**Smoothness of the 5s hyperfine constant along the Rb-like sequence**

The table holds $A/g$ of the $5s_{1/2}$ level for 37-electron ions from Rb to Pd9+, from frozen-core Dirac-Hartree-Fock, RPA core polarisation and Brueckner orbitals with RPA. The program tests the parameter-free Fermi-Segrè formula with the Casimir factor, a cubic in $Z$ over Zr3+ to Pd9+, the forms $a/(z+c)$ and $z^p$ for the two relative corrections, and a nuclear-radius term on six-digit values of the same runs. The formula matches the final column within 2 %, partly by cancellation, since the quantum-defect slope factor shifts it by 6 to 8 %. The cubic leaves residuals under 4 MHz, with no break at Tc6+, and the corrections follow $a/(z+c)$ to 0.7 % and 1.5 % of the step. A wiggle of about 2 MHz, below the table's rounding, is consistent with $d\ln A/d\ln R \approx -0.015$, from fits with at most one spare point.

Calculated values. B-spline many-body code 1, no-pair Dirac-Coulomb: 5s1/2 hyperfine constants of the 37-electron sequence, with one electron outside a frozen [Ar] 3d10 4s2 4p6 core. The levels are DHF, DHF with RPA core polarisation, and RPA with Brueckner orbitals (second-order or screened correlation potential). A/g is A divided by μ/(I μ_N), for a finite, uniformly magnetised nucleus.

## Numerical check

```python
# Table: 5s1/2 hyperfine A/g (MHz), Rb-like ions, B-spline many-body code: DHF, RPA, Brueckner+RPA.
# Tested: Fermi-Segre formula, smoothness in Z, a/(z+c) form of the corrections, nuclear-radius wiggle.
T = {
    'ion': ['Rb', 'Sr+', 'Zr3+', 'Nb4+', 'Mo5+', 'Tc6+', 'Ru7+', 'Rh8+', 'Pd9+'],
    'Z': [37, 38, 40, 41, 42, 43, 44, 45, 46],
    'charge': [0, 1, 3, 4, 5, 6, 7, 8, 9],  # e
    'nuclear_rms_radius': [4.204, 4.224, 4.269, 4.324, 4.409, 4.411, 4.481, 4.495, 4.532],  # fm
    'hyperfine_a_dhf_5s12': [1186, 3013, 7785, 10750, 14140, 17970, 22280, 27090, 32430],  # MHz
    'hyperfine_a_rpa_5s12': [1436, 3586, 9015, 12320, 16060, 20260, 24940, 30150, 35910],  # MHz
    'hyperfine_a_brueckner_rpa_5s12': [1873, 4180, 9813, 13210, 17040, 21320, 26090, 31390, 37240],  # MHz
}
import numpy as np
from scipy import constants as C
pc = lambda k: C.physical_constants[k][0]
ion = T['ion']; Z = np.array(T['Z'], float); z = np.array(T['charge'], float) + 1
R = np.array(T['nuclear_rms_radius'], float)
D, P, B = (np.array(T['hyperfine_a_%s_5s12' % k], float) for k in ('dhf', 'rpa', 'brueckner_rpa'))
half = lambda A: 0.5 * 10 ** (np.floor(np.log10(A)) - 3)
Ry = pc('Rydberg constant times hc in eV'); a0 = pc('Bohr radius')
A0 = 2/3*C.mu_0*2*pc('Bohr magneton')*pc('nuclear magneton')/(np.pi*a0**3*C.h)/1e6
g = np.sqrt(1 - (C.alpha*Z)**2); F = 3/(g*(4*g*g - 1))
# further outputs of the same runs: removal energy of lowest state, 5s excitation (eV), core polarisability
X = {'Rb': (4.18241, 0, 9.07595), 'Sr+': (11.0393, 0, 5.81252), 'Zr3+': (34.5783, 4.89531, 2.97704),
     'Nb4+': (50.7382, 9.57575, 2.27485), 'Mo5+': (68.9982, 15.0126, 1.78889), 'Tc6+': (89.2696, 21.1574, 1.43855),
     'Ru7+': (111.493, 27.9794, 1.17782), 'Pd9+': (161.644, 43.5752, 0.823496)}
E6 = {'Rb': 2.50162, 'Sr+': 5.92876, 'Zr3+': 19.0731, 'Nb4+': 28.503}  # 6s excitation, same runs
print('Fermi-Segre, unit %.2f MHz (no energies for Rh8+): ion, E5s eV, n*, Casimir F, model MHz, final/model' % A0)
n, q = {}, {}
for i, s in enumerate(ion):
    if s in X:
        E = X[s][0] - X[s][1]; n[s] = z[i]*np.sqrt(Ry/E); m = A0*Z[i]*z[i]**2*F[i]/n[s]**3; q[s] = B[i]/m
        print('%-5s %7.2f %.3f %.3f %6.0f %.3f' % (s, E, n[s], F[i], m, q[s]))
print('Pd9+/Rb factors: Z %.3f, z^2 %.0f, n*^-3 %.4f, F %.3f, product %.2f' % (Z[-1]/Z[0], z[-1]**2, (n['Rb']/n['Pd9+'])**3, F[-1]/F[0], Z[-1]/Z[0]*z[-1]**2*(n['Rb']/n['Pd9+'])**3*F[-1]/F[0]))
print('Pd9+/Rb in table: DHF %.2f, RPA %.2f, final %.2f' % (D[-1]/D[0], P[-1]/P[0], B[-1]/B[0]))
out = []
for s in E6:
    n6 = z[ion.index(s)]*np.sqrt(Ry/(X[s][0] - E6[s])); d2 = (n6 - n[s] - 1)/(n[s]**-2 - n6**-2)
    f = 1/(1 - 2*d2/n[s]**3); out.append('%s %.3f, %.3f' % (s, f, q[s]/f))
print('factor 1-d(delta)/dn, final/model with it: ' + '; '.join(out))
x = Z - 43; k = Z >= 40
res = np.array([A - np.polyval(np.polyfit(x[k], A[k], 3), x) for A in (D, P, B)])
print('Cubic in Z fitted Zr3+..Pd9+ (Rb, Sr+ extrapolated): residual MHz DHF, RPA, final; final %; rounding +-MHz')
for i, s in enumerate(ion):
    print('%-5s %6.1f %6.1f %6.1f %6.2f %4.1f' % (s, *res[:, i], 100*res[2, i]/B[i], half(B[i])))
cols = []
for name, top, base in (('RPA/DHF-1', P, D), ('Brueckner/RPA-1', B, P)):
    r = top/base - 1; c = np.polyfit(z, 1/r, 1, w=r); p = np.polyfit(np.log(z), np.log(r), 1)
    f1 = 1/np.polyval(c, z); f2 = np.exp(np.polyval(p, np.log(z)))
    print('%s: a/(z+c) a=%.3f c=%.2f worst %.1f%% of step; power z^%.2f worst %.1f%%' % (name, 1/c[0], c[1]/c[0], 100*max(abs(f1/r - 1)), p[0], 100*max(abs(f2/r - 1))))
    cols.append((r, top - base, (r - f1)*base, half(top) + half(base)*(1 + r)))
print('ion | RPA step %, MHz, a/(z+c) residual, rounding | same for Brueckner step | Brueckner % per bohr^3')
for i, s in enumerate(ion):
    t = ' | '.join('%5.2f %5.0f %6.1f %4.1f' % (100*c[0][i], c[1][i], c[2][i], c[3][i]) for c in cols)
    print('%-5s | %s | %s' % (s, t, '%.2f' % (100*cols[1][0][i]/X[s][2]) if s in X else '-'))
dR = (R - np.polyval(np.polyfit(x[k], R[k], 1), x))/R
print('radius off its line Zr3+..Pd9+, %: ' + ' '.join('%+.2f' % v for v in 100*dR[k]))
j = k & (Z != 45); h = ion.index('Rh8+'); S = []
six = {'DHF': ([7785.26, 10754.4, 14140.5, 17974.9, 22277.4, 32427.2], D),  # six-digit outputs, same runs
       'RPA': ([9014.67, 12322.6, 16059.2, 20258.8, 24942.2, 35909.4], P),
       'final': ([9812.81, 13211.8, 17036.5, 21323.3, 26093.6, 37235.2], B)}
print('six digits: 4th difference Zr..Ru MHz (rounding <0.8); dlnA/dlnR by quartic, by cubic of A/F; largest shift; Rh8+')
for name, (v, A) in six.items():
    v = np.array(v); c4 = np.linalg.solve(np.c_[np.vander(x[j], 5), v*dR[j]], v); S.append(c4[-1])
    u = v/F[j]; c3 = np.linalg.lstsq(np.c_[np.vander(x[j], 4), u*dR[j]], u, rcond=None)[0]
    print('%-5s %6.1f; %.4f, %.4f; %.1f MHz; predicted %.0f, table %.0f' % (name, np.diff(v[:5], 4)[0], c4[-1], c3[-1], max(abs(c4[-1]*v*dR[j])), np.polyval(c4[:5], x[h])/(1 - c4[-1]*dR[h]), A[h]))
print('non-relativistic Zemach estimate of dlnA/dlnR, Mo5+: %.3f' % (-2*Z[4]*36/35*np.sqrt(5/3)*R[4]*1e-15/a0))
# outputs of the same runs: Zr3+ 4d3/2 final; 4d5/2 DHF and RPA of Sr+ and Zr3+
print('lowest state A/g: Sr+ 5s %.0f, Zr3+ 4d3/2 %.0f MHz, drop x%.1f; 4d5/2 RPA/DHF Sr+ %.2f, Zr3+ %.2f' % (B[1], 571.64, B[1]/571.64, -48.1832/53.4267, 55.103/193.391))
assert all(abs(v - 1) < 0.03 for v in q.values())
assert all(np.all(np.diff(c[0]) < 0) and np.all(np.diff(c[1]) > 0) for c in cols)
assert np.abs(res[:, k]).max() < 10
assert -0.05 < S[0] < 0
```

It prints:

```
Fermi-Segre, unit 254.43 MHz (no energies for Rh8+): ion, E5s eV, n*, Casimir F, model MHz, final/model
Rb       4.18 1.804 1.150   1846 1.015
Sr+     11.04 2.220 1.160   4097 1.020
Zr3+    29.68 2.708 1.180   9671 1.015
Nb4+    41.16 2.875 1.190  13065 1.011
Mo5+    53.99 3.012 1.201  16906 1.008
Tc6+    68.11 3.129 1.212  21224 1.005
Ru7+    83.51 3.229 1.224  26051 1.001
Pd9+   118.07 3.395 1.249  37377 0.996
Pd9+/Rb factors: Z 1.243, z^2 100, n*^-3 0.1500, F 1.086, product 20.25
Pd9+/Rb in table: DHF 27.34, RPA 25.01, final 19.88
factor 1-d(delta)/dn, final/model with it: Rb 1.083, 0.937; Sr+ 1.078, 0.947; Zr3+ 1.064, 0.954; Nb4+ 1.059, 0.955
Cubic in Z fitted Zr3+..Pd9+ (Rb, Sr+ extrapolated): residual MHz DHF, RPA, final; final %; rounding +-MHz
Rb      58.9   85.8   41.4   2.21  0.5
Sr+     13.0   27.4   25.3   0.60  0.5
Zr3+     0.4    1.1    0.7   0.01  0.5
Nb4+    -1.4   -2.6   -2.5  -0.02  5.0
Mo5+     2.1    0.2    2.7   0.02  5.0
Tc6+    -1.4    3.8    0.3   0.00  5.0
Ru7+     0.4   -2.7   -2.5  -0.01  5.0
Rh8+     0.0   -0.2    1.6   0.01  5.0
Pd9+     0.0    0.5   -0.3  -0.00  5.0
RPA/DHF-1: a/(z+c) a=1.944 c=8.25 worst 0.7% of step; power z^-0.30 worst 6.9%
Brueckner/RPA-1: a/(z+c) a=0.380 c=0.26 worst 1.5% of step; power z^-0.91 worst 1.9%
ion | RPA step %, MHz, a/(z+c) residual, rounding | same for Brueckner step | Brueckner % per bohr^3
Rb    | 21.08   250    0.8  1.1 | 30.43   437    3.4  1.2 | 3.35
Sr+   | 19.02   573    1.6  1.1 | 16.56   594   -9.0  1.1 | 2.85
Zr3+  | 15.80  1230   -5.4  1.1 |  8.85   798   -5.8  1.0 | 2.97
Nb4+  | 14.60  1570   -7.1 10.7 |  7.22   890    0.5 10.4 | 3.18
Mo5+  | 13.58  1920   -8.9 10.7 |  6.10   980    5.8 10.3 | 3.41
Tc6+  | 12.74  2290   -0.7 10.6 |  5.23  1060    0.4 10.3 | 3.64
Ru7+  | 11.94  2660   -5.4 10.6 |  4.61  1150    3.6 10.2 | 3.91
Rh8+  | 11.30  3060    7.1 10.6 |  4.11  1240    3.8 10.2 | -
Pd9+  | 10.73  3480   25.5 10.5 |  3.70  1330    1.2 10.2 | 4.50
radius off its line Zr3+..Pd9+, %: -0.45 -0.17 +0.79 -0.14 +0.46 -0.18 -0.31
six digits: 4th difference Zr..Ru MHz (rounding <0.8); dlnA/dlnR by quartic, by cubic of A/F; largest shift; Rh8+
DHF    -11.5; -0.0150, -0.0156; 1.7 MHz; predicted 27086, table 27090
RPA    -13.5; -0.0149, -0.0149; 1.9 MHz; predicted 30150, table 30150
final  -15.0; -0.0147, -0.0140; 2.0 MHz; predicted 31389, table 31390
non-relativistic Zemach estimate of dlnA/dlnR, Mo5+: -0.009
lowest state A/g: Sr+ 5s 4180, Zr3+ 4d3/2 572 MHz, drop x7.3; 4d5/2 RPA/DHF Sr+ -0.90, Zr3+ 0.28
```
